Dear colleague,

A half-filled band on the simple cubic lattice with hopping to nearest neighbours only cannot remain a paramagnetic metal down to zero temperature in Hartree–Fock theory. Any on-site repulsion, however weak, produces staggered magnetic order, doubles the cell and opens a gap over the whole Fermi surface. An insulator made in this way is named after Slater (1951). Here is the derivation, with numbers for U = 3t and an account of how far they can be trusted.

1. Premises and conventions

The Hamiltonian is H = Σ_kσ ε_k c†_kσ c_kσ + U Σ_i n_i↑ n_i↓, with one orbital per site, L sites, U > 0, one electron per site, and ε_k = −2t(cos k_x + cos k_y + cos k_z), t > 0. Wave vectors are in units of 1/a, and ħ = k_B = 1 until the numbers. N(e) = (1/L) Σ_k δ(e − ε_k) is the density of states per site and per spin direction, normalised to one; the band runs from −W to W with W = 6t. f(e) = 1/(exp(e/T) + 1), and γ is Euler's constant. The one approximation up to section 6 is Hartree–Fock: the interaction is replaced by its self-consistent average.

With Q = (π, π, π) every cosine changes sign, so ε_(k+Q) = −ε_k. This is perfect nesting. It makes N(e) even. It also fixes the chemical potential: the map c_iσ → (−1)^i c†_iσ, with (−1)^i = exp(iQ·R_i), leaves the hopping unchanged and sends n_iσ to 1 − n_iσ, so H − (U/2) Σ n_iσ is invariant and μ = U/2 gives one electron per site at every T.

2. The mean-field equation

Take ⟨n_iσ⟩ = 1/2 + σ(−1)^i m/2, σ = ±1, so that the staggered moment is m μ_B for g = 2. Spin-rotation symmetry makes the choice of axis free, and for a collinear state along z the exchange averages ⟨c†_i↑ c_i↓⟩ vanish. Replace n↑n↓ by n↑⟨n↓⟩ + ⟨n↑⟩n↓ − ⟨n↑⟩⟨n↓⟩. An electron of spin σ sees the potential U/2 − σ(−1)^i Δ with Δ = Um/2. The constant U/2 cancels against μ, and the staggered part couples k to k + Q and to nothing else, since 2Q is a reciprocal lattice vector. In the basis (k, k+Q) the one-particle matrix is

h = [[ε_k, −σΔ], [−σΔ, −ε_k]].

Nesting makes h traceless, h² = E_k² times the unit matrix, with E_k = √(ε_k² + Δ²). The levels are ±E_k and the gap 2Δ is the same at every point of the old Fermi surface. Write f(x) = 1/2 − (1/2) tanh(x/2T). An odd function of a matrix with h² = E² equals h/E times its value at E, so f(h) = 1/2 − h tanh(E/2T)/(2E). Its off-diagonal element is ⟨c†_kσ c_(k+Q)σ⟩ = σΔ tanh(E_k/2T)/(2E_k). Insert this in m = (1/L) Σ_kσ σ ⟨c†_kσ c_(k+Q)σ⟩, with k over the full zone; the two spins give a factor 2. Since m = 2Δ/U, either Δ = 0 or

1/U = ∫ de N(e) tanh(E/2T)/(2E), E = √(e² + Δ²). (1)

The same condition follows from the grand potential per site, Δ²/U − (2T/L) Σ_k ln[2 cosh(E_k/2T)] + constant, whose derivative in Δ is 2Δ times (left side minus right side of (1)). Because tanh(x)/x falls monotonically, the right side falls with Δ and tends to zero. A solution with Δ > 0 therefore exists exactly when the right side at Δ = 0 exceeds 1/U; it is unique, it is the minimum, and it grows continuously from zero.

3. The susceptibility, and why Q wins

The static bubble is χ0(q) = (1/L) Σ_k [f(ε_k) − f(ε_(k+q))]/(ε_(k+q) − ε_k). At q = Q, relabel k → k + Q; the numerator is f(−ε) − f(ε) = tanh(ε/2T) and the denominator 2ε:

χ0(Q) = ∫ de N(e) tanh(e/2T)/(2e). (2)

This is the right side of (1) at Δ = 0, so the Néel temperature obeys

1 = U χ0(Q, T_N). (3)

In a weak staggered field the same linearisation gives a response proportional to χ0/(1 − Uχ0), which diverges at (3). No other wave vector gets there first. With G_k = 1/(iω_n − ε_k) and ω_n = (2n+1)πT, χ0(q) = −T Σ_n (1/L) Σ_k G_k G_(k+q). By the Cauchy–Schwarz inequality each k sum is bounded in modulus by Σ_k |G_k|², and T Σ_n 1/(ω_n² + ε²) = tanh(ε/2T)/(2ε). Hence χ0(q) ≤ χ0(Q) for all q. For the charge density and for on-site pairing the repulsion enters with the other sign, as 1 + Uχ0, and suppresses them.

4. The logarithm

N is even, so χ0(Q) = ∫_0^W de N(e) tanh(e/2T)/e. Split N(e) = N(0) + [N(e) − N(0)].

First part: with x = e/2T and X = W/2T, integration by parts gives ∫_0^X dx tanh(x)/x = ln X tanh X − ∫_0^X dx ln x sech²x. For T ≪ W, tanh X → 1 and the upper limit goes to infinity, with exponentially small remainders. Expanding sech²x = 4 Σ_n (−1)^(n−1) n exp(−2nx) gives I(s) = ∫_0^∞ x^s sech²x dx = 2^(1−s) Γ(s+1) η(s), with η the alternating zeta function; both sides are analytic near s = 0, so the formula continues there. From η(0) = 1/2, η′(0) = (1/2) ln(π/2) and Γ′(1) = −γ follow I(0) = 1 and I′(0) = −ln(4e^γ/π). The first part is N(0) ln(2e^γ W/πT), with 2e^γ/π = 1.134.

Second part: on the cubic lattice N is even and smooth at e = 0, so N(e) − N(0) is of order e², the integral converges at e = 0, and tanh may be set to one with a remainder −N″(0)π²T²/12 at leading order. What is left is a constant, which I absorb into an effective cut-off,

ln(W_eff/W) = ∫_0^W de [N(e)/N(0) − 1]/e.

Together, χ0(Q) = N(0) ln(C/T) with C = 1.134 W_eff. This grows without bound as T → 0, so (3) has a solution for every U > 0:

T_N = C exp[−1/(U N(0))]. (4)

All derivatives of (4) vanish at U = 0, so no finite order of perturbation theory in U yields this scale. At T = 0 the same splitting of (1) gives N(0) arsinh(W/Δ) ≈ N(0) ln(2W/Δ) plus the same constant, so Δ0 = 2W_eff exp[−1/(U N(0))] and Δ0/T_N = π e^(−γ) = 1.764, up to relative corrections of order (Δ0/t)² ln(t/Δ0) at most.

5. Single integrals for the cubic lattice

The three-dimensional sum reduces to one integral. Write 1/(ω² + e²) = (1/ω) ∫_0^∞ ds exp(−ωs) cos(es) for ω > 0. The zone average of exp(iε_k s) factorises into three averages of exp(−2its cos k), each equal to the Bessel function J0(2ts), so ∫ N(e) cos(es) de = J0(2ts)³. The frequency sum is 2T Σ_(n≥0) exp(−ω_n s)/ω_n = (2/π) artanh[exp(−πTs)] = (1/π) ln coth(πTs/2). Therefore

χ0(Q, T) = (1/π) ∫_0^∞ ds J0(2ts)³ ln coth(πTs/2), (5)

with no low-temperature expansion, and with J0^d in d dimensions. In the same way 1/√(e² + Δ²) = (2/π) ∫_0^∞ ds K0(Δs) cos(es), K0 being the modified Bessel function, turns (1) at T = 0 into

1/U = (1/π) ∫_0^∞ ds J0(2ts)³ K0(Δ0 s). (6)

For the density of states, the square lattice has N2(e) = K(1 − e²/16t²)/(2π²t), with K the complete elliptic integral as a function of the parameter (the squared modulus), and the cubic one is the average N(e) = (1/π) ∫_0^π dk N2(e + 2t cos k). Quadrature gives N(0) = 0.1427/t and N(2t) = 0.1447/t: nearly flat up to the van Hove point at 2t, after which it drops. Evaluating (5) at T = 0.1t and solving χ0 = N(0) ln(C/T) gives C = 3.714t, so W_eff = 3.28t, little more than half of W. Putting the bare W in (4) would overstate T_N by W/W_eff = 1.83.

6. The square lattice

There Q = (π, π), and K(1 − x²) ≈ ln(4/x) gives N2(e) ≈ ln(16t/|e|)/(2π²t). N(0) is infinite and (4) does not apply. Let ℓ(e) = ln(16t/e), so that ℓ/e = −d(ℓ²/2)/de. By parts, ∫ de ℓ tanh(e/2T)/e = constant + (1/2) ∫ dx ℓ² sech²x, with ℓ = ln(8t/T) − ln x. The weight sech²x has unit area and the mean of −ln x under it is ln(4e^γ/π), so the mean of ℓ² is [ln(32e^γ t/πT)]² plus a constant variance. The part of N2 beyond the logarithm vanishes at e = 0 and adds another constant. Thus

χ0(Q) = ln²(18.1 t/T)/(4π²t) + constant/t,

which to leading order is ln²(16t/T)/(4π²t). Condition (3) gives ln(18.1 t/T) = 2π√(t/U) plus terms of order √(U/t), so the mean-field scale is T* ≈ 18.1 t exp[−2π√(t/U)] for U → 0. It is not a Néel temperature: the theorem of Mermin and Wagner (1966), carried over to this spin-rotation-invariant model, excludes order at T > 0 in two dimensions. T* is only the mean-field estimate of where the correlation length starts its rapid growth.

7. What Hartree–Fock leaves out

At T_N the product U N(0) ln(C/T) is one. A correction of relative order U to the interaction therefore shifts ln T_N by an amount that stays finite as U → 0, and the prefactor in (4) is not that of the model even at weak coupling. I compute this shift.

Consider the pair made of an up electron at k + Q and a down hole at k, scattered to k′ + Q and k′. At second order in U, repeated scattering of this same pair is already contained in (3). A single closed bubble carrying k − k′ links only equal spins and does not contribute. What remains is the up electron and the incoming down electron at k′ scattering twice, with total momentum P = k + k′ + Q; this is the screening associated with Kanamori's name. It changes U into Γ(k, k′) = U − U² χ_pp(P), where

χ_pp(P) = (1/L) Σ_p [1 − f(ε_p) − f(ε_(P−p))]/(ε_p + ε_(P−p)).

Nesting gives ε_(P−p) = −ε_(p−k−k′), and 1 − f(−b) = f(b), so χ_pp(k + k′ + Q) = χ0(k + k′). The linear equation for the order parameter becomes Δ_k = (1/L) Σ_k′ Γ(k, k′) κ_k′ Δ_k′ with κ = tanh(ε/2T)/(2ε). Symmetrise the kernel to √κ Γ √κ. For constant Γ its eigenvector is √κ with eigenvalue Uχ0(Q), and first-order perturbation theory lowers this by U² Σ κ_k χ0(k + k′) κ_k′ / Σ κ, each sum taken with 1/L. The logarithm in each κ sum comes from the Fermi surface and from low frequency, so the leading term is U² χ0(Q) χ̄, with χ̄ the static χ0(k + k′) averaged over the Fermi surface in both arguments. Off-surface and frequency-dependent parts lack one logarithm, and the self-energy starts at relative order U²; both move ln T_N by order U only. Then 1 = (U − U²χ̄) χ0(Q), or to this order 1/U + χ̄ = N(0) ln(C/T), and

T_N = q C exp[−1/(U N(0))], q = exp[−χ̄/N(0)]. (7)

In real space χ̄ = Σ_R φ(R)² χ0(R), with φ(R) the Fermi-surface average of exp(ik·R) and χ0(R) = −T Σ_n G_R². The Fermi surface maps onto itself under Q, so φ vanishes on the other sublattice. On the same sublattice the part of G_k odd in ε cancels, G_R is purely imaginary and χ0(R) ≥ 0. Every term is non-negative, and the R = 0 term is a lower bound on χ̄. For T → 0 it is χ_loc = (1/π) ∫_0^∞ dω g(ω)², where G_0 = −ig and g(ω) = ∫_0^∞ ds exp(−ωs) J0(2ts)³. Quadrature gives χ_loc = 0.188/t and χ_loc/N(0) = 1.32. The local estimate is q = 0.27, and the terms with R ≠ 0, which I have not evaluated, can only lower it. The exponent −1/(U N(0)) survives, and with it the instability at arbitrarily small U; this is an order-by-order argument, not a theorem.

8. Range of validity

Coupling. Formula (4) solves the mean-field equation when T_N ≪ 2t, the distance to the van Hove point. Formula (7) describes the model when Uχ̄ ≪ 1 as well. At large U mean field fails in kind: for T ≫ W, (2) tends to 1/(4T) and (3) gives T_N = U/4, whereas the moments then form at a scale of order U and order only at the exchange scale 4t²/U, which falls with U. That is the Mott–Heisenberg side, where the gap survives above T_N.

Nesting. Doping, or hopping within a sublattice, adds to the energies measured from μ a term η_k that is even under Q, so that they read ε + η and −ε + η. The summand of (2) becomes [tanh((ε+η)/2T) + tanh((ε−η)/2T)]/(4ε), which at T = 0 vanishes for |ε| < |η| and is 1/(2|ε|) outside. For constant η small against 2t, χ0(Q, 0) = N(0) ln(W_eff/|η|) is finite, and the paramagnetic ground state is linearly unstable at Q only if |η| < W_eff exp[−1/(U N(0))], half the weak-coupling Δ0. The tolerance is thus exponentially small at small U: any fixed departure from nesting restores a threshold U for order at Q. Near that limit incommensurate order or a first-order transition can intervene, and section 3 no longer excludes them.

Fluctuations. In three dimensions long-range order is allowed, but the order parameter is a three-component vector, and close to T_N its fluctuations replace the mean-field exponents. That region is narrow only if the coherence length ξ0 = v/(πΔ0), with v the Fermi velocity, spans many cells. The largest velocity in the band is 2√3 ta, at k = (π/2, π/2, π/2), which bounds ξ0.

9. Numbers at U = 3t

I take t = 0.20 eV, U = 0.60 eV and a = 4.0 Å as illustrative inputs. They describe no particular compound, and all results are the model's. The temperature unit is t/k_B = 2321 K.

U N(0) = 0.428, its inverse is 2.336, and exp(−2.336) = 0.0967. Formula (4) gives T_N = 3.714t × 0.0967 = 0.359t. The root of (3) with the full integral (5) is also 0.359t, because N is so flat below 2t. In laboratory units this is 0.0718 eV, or 833 K. The same formula gives 0.112t at U = 2t and 0.0034t, about 8 K, at U = t: the instability is always there but soon drops out of sight.

At T = 0 the weak-coupling formula gives Δ0 = 0.63t and the root of (6) is Δ0 = 0.64t. The Hartree–Fock gap is 2Δ0 = 1.28t = 0.26 eV and the moment is m = 2Δ0/U = 0.43 μ_B per site. Magnetic Bragg peaks appear at (1/2, 1/2, 1/2) in reciprocal lattice units, |Q| = √3 π/a = 1.36 Å⁻¹. The nesting tolerance is |η| < 0.32t, which for pure doping is 2N(0)|η| = 0.09 electron per site, and ξ0 ≤ 1.7a, so the critical region is not narrow.

The neglected term is as large as the effect. Formula (7) with the local q lowers T_N to 0.10t, of order 2 × 10² K, a factor near four below Hartree–Fock. Yet Uχ_loc = 0.56 is not small, and the two forms of the condition that agree to second order no longer agree numerically: keeping 1 = (U − U²χ_loc) N(0) ln(C/T) unexpanded gives 0.02t in place of 0.10t. At U = 3t, then, 833 K is a well-defined property of the Hartree–Fock equations, second order says that the model's Néel temperature lies below it by a factor of several, and the size of that factor is not settled at this order. In the mean-field theory the gap 2Δ and the staggered moment, being proportional, vanish together and continuously at T_N and leave a metal above it; that is the signature to look for when you compare optical or transport gaps with the (1/2, 1/2, 1/2) intensity.